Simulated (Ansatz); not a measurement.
# A series in volume per atom on ZrSi3

All results are calculated (Ansatz 0.2.0). Plane-wave density functional theory, PAW datasets, Gaussian smearing 0.05 eV: one cell in which all forces lie under 0.002 eV/angstrom; stress (xx yy zz yz xz xy) and pressure positive in compression; site moments are of spin alone; formation energy from the elements run alike, uncorrected.

Cell of the first row (space group Pm-3m, No. 221):
```
CELL_PARAMETERS angstrom
3.91540 0.00000 0.00000
0.00000 3.91540 0.00000
0.00000 0.00000 3.91540
ATOMIC_POSITIONS crystal
Zr 0.00000 0.00000 0.00000
Si 0.00000 0.50000 0.50000
Si 0.50000 0.50000 0.00000
Si 0.50000 0.00000 0.50000
```

Settings of every row: paw set soft_2; functional PBE; spin treatment none; moment partition spheres; spin axis none; wave cutoff 420 eV; k mesh 8x8x8; SCF start atoms; lower state search light; symmetry use detected.

Atom first moment, atom hubbard u: 0 on all atoms.

Limits: the cell comes from a prototype or a list of computed structures and needn't be the stable phase.

```csv
row,volume per atom (Å³),formation energy (eV per atom),pressure (GPa),energy above relaxed cell (meV per atom)
1,15.006,?,?,?
2,15.244,-0.1275,5.11,9.81
3,15.562,-0.1349,2.43,2.36
4,15.88,-0.1373,0.00,0
5,16.068,-0.1365,-1.32,0.79
6,16.197,-0.135,-2.18,2.22
7,16.515,-0.1287,-4.13,8.54
8,16.538,-0.1281,-4.26,9.13
9,16.991,-0.1126,-6.68,24.71
10,17.468,-0.0894,-8.86,47.83
```

Question: what formation energy and pressure should row 1 give?

Worked fit of formation energy. Take u = (V_r/V)^(2/3) − 1 with V_r = 16.197 Å³ an atom, which is twice the finite (Eulerian) strain; such expansions in the strain, on which the Birch-Murnaghan equation of state is built, carry the rest volume and the bulk modulus. The shown rows have u = 0.04125, 0.02702, 0.01326, 0.00535, 0, -0.01288, -0.01379, -0.0314, -0.04912. Least squares give formation energy = −0.13504 − 0.3321 × u + 12.331 × u² + 3.69 × u³ eV per atom; a parabola predicts inner rows, each left out in turn, worse (root mean square 8.9e-05 against 4.9e-05 eV per atom). All shown rows lie on it to the printed digit. The withheld row has u = 0.05224, so the fit gives −0.13504 − 0.3321 × (0.05224) + 12.331 × (0.05224)² + 3.69 × (0.05224)³ = -0.1182 eV per atom.

The calculation gave -0.1182 eV per atom. The fit meets it to the printed digit. This row lies beyond the range of the fit.

Worked fit of pressure. Take u = (V_r/V)^(2/3) − 1 with V_r = 16.197 Å³ an atom, which is twice the finite (Eulerian) strain; such expansions in the strain, on which the Birch-Murnaghan equation of state is built, carry the rest volume and the bulk modulus. The shown rows have u = 0.04125, 0.02702, 0.01326, 0.00535, 0, -0.01288, -0.01379, -0.0314, -0.04912. Least squares give pressure = −2.171 + 158.02 × u + 447.9 × u² GPa; a straight line predicts inner rows, each left out in turn, worse (root mean square 0.27 against 0.0087 GPa). The rows lie off it by 0.00, 0.00, 0.00, -0.01, -0.01, 0.00, 0.00, 0.01, -0.01. The pressure vanishes at u = 0.0132, or V = 15.88 Å³ an atom, and there the bulk modulus at fixed shape and fractions is B = −V dP/dV = (2/3)(1 + u) dP/du = 115 GPa. The withheld row has u = 0.05224, so the fit gives −2.171 + 158.02 × (0.05224) + 447.9 × (0.05224)² = 7.31 GPa.

The calculation gave 7.30 GPa. The fit lies 0.01 GPa (0.062 % of the column's range) above it, one unit of the last digit. This row lies beyond the range of the fit.

The other values of row 1: energy above relaxed cell 19.03 meV per atom.
